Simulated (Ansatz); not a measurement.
## A series in volume scale on TiO2

Results calculated with Ansatz 0.2.0, not measured. Free energy against uniform scaling of the volume at fixed shape and fractions; periodic cell, basis, potentials, k mesh and filling as listed.

The cell before it is scaled or strained (space group P4_2/mnm, No. 136):
```
TiO2
1.0
      4.5922     0.0000     0.0000
      0.0000     4.5922     0.0000
      0.0000     0.0000     2.9574
Ti O
2 4
Direct
  0.00000 0.00000 0.00000
  0.50000 0.50000 0.50000
  0.30496 0.30496 0.00000
  0.19504 0.80496 0.50000
  0.69504 0.69504 0.00000
  0.80496 0.19504 0.50000
```

Settings of every row: functional PBE; dispersion none; potentials PAW; wave cutoff 500 eV; density cutoff 2000 eV; k mesh 4x4x6; k shift 0x0x0; occupations fixed; smearing width 0 eV; spin none.

```
row  volume scale  V (Å³/atom)  energy above lowest point (meV/atom)
  1          0.94        9.771                                     ?
  2          0.96        9.979                                  31.8
  3          0.98       10.187                                  14.2
  4             1       10.394                                   3.9
  5          1.02       10.602                                     0
  6          1.04        10.81                                     2
  7          1.06       11.018                                   9.3
```

Question: what energy above lowest point should row 1 give?

Worked fit of energy above lowest point. Take u = (V_r/V)^(2/3) − 1 with V_r = 10.498 Å³ an atom, which is twice the finite (Eulerian) strain; such expansions in the strain, on which the Birch-Murnaghan equation of state is built, carry the rest volume and the bulk modulus. The shown rows have u = 0.03438, 0.02025, 0.00666, -0.00655, -0.01934, -0.03172. Least squares give energy above lowest point = 1.17 + 293.7 × u + 17355 × u² meV/atom; a straight line predicts inner rows, each left out in turn, worse (root mean square 7.3 against 0.03 meV/atom). All shown rows lie on it to the printed digit. Its lowest point lies at u = -0.0085, or V = 10.63 Å³ an atom, and the curvature there gives the bulk modulus at fixed shape and fractions, B = (4/9)(1 + u)² E″(u)/V = 229 GPa. Letting shape and atoms relax would as a rule lower it, by much in layered, chain or molecular crystals. The withheld row has u = 0.04901, so the fit gives 1.17 + 293.7 × (0.04901) + 17355 × (0.04901)² = 57.3 meV/atom.

The calculation gave 57.4 meV/atom. The fit lies 0.1 meV/atom (0.17 % of the column's range) below it, one unit of the last digit. This row lies beyond the range of the fit.
